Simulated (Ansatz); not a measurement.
# A series in volume per atom on Mo

Results calculated with Ansatz 0.2.0 development build, not measured. Equation of state of a cubic crystal from periodic Kohn-Sham density functional theory without spin; pressure corrected for the finite basis.

Cell of the first row (space group Im-3m, No. 229):
```
CELL_PARAMETERS angstrom
-1.53720 1.53720 1.53720
1.53720 -1.53720 1.53720
1.53720 1.53720 -1.53720
ATOMIC_POSITIONS crystal
Mo 0.00000 0.00000 0.00000
```

Settings of every row: formula Mo; structure type bcc; functional r2SCAN; spin treatment none; k mesh 15x15x15; occupation method fermi-dirac; occupation width 0.1 eV; wave cutoff 700 eV; datasets hard PAW; density cutoff ratio 4; xc grid level 2.

Limits: modest k-mesh, values are not fully converged in k; pseudopotentials made with PBE, not this functional; the SCF threshold is loose for a stress in some rows.

```csv
row,volume per atom (Å³),pressure (GPa),energy above lowest point (meV/atom)
1,14.53,23.593,75.58
2,15.004,12.517,22.6
3,15.477,?,?
4,15.951,-5.113,3.42
5,16.425,-12.049,29.07
```

Question: what pressure should row 3 give?

Worked fit of pressure. Take u = (V_r/V)^(2/3) − 1 with V_r = 15.477 Å³ an atom, which is twice the finite (Eulerian) strain; such expansions in the strain, on which the Birch-Murnaghan equation of state is built, carry the rest volume and the bulk modulus. The shown rows have u = 0.04299, 0.02091, -0.01991, -0.03886. Least squares give pressure = 3.0256 + 430.869 × u + 1105.8 × u² GPa; a straight line predicts inner rows, each left out in turn, worse (root mean square 1.1 against 0.004 GPa). The rows lie off it by 0.001, -0.002, 0.002, -0.001. The pressure vanishes at u = -0.0072, or V = 15.64 Å³ an atom, and there the bulk modulus at fixed shape and fractions is B = −V dP/dV = (2/3)(1 + u) dP/du = 275 GPa. The withheld row has u = 0, so the fit gives 3.0256 + 430.869 × (0) + 1105.8 × (0)² = 3.026 GPa.

The calculation gave 3.015 GPa. The fit lies 0.011 GPa (0.031 % of the column's range) above it; its largest miss of a shown row is 0.002 GPa.

The other values of row 3: energy above lowest point 0 meV/atom.
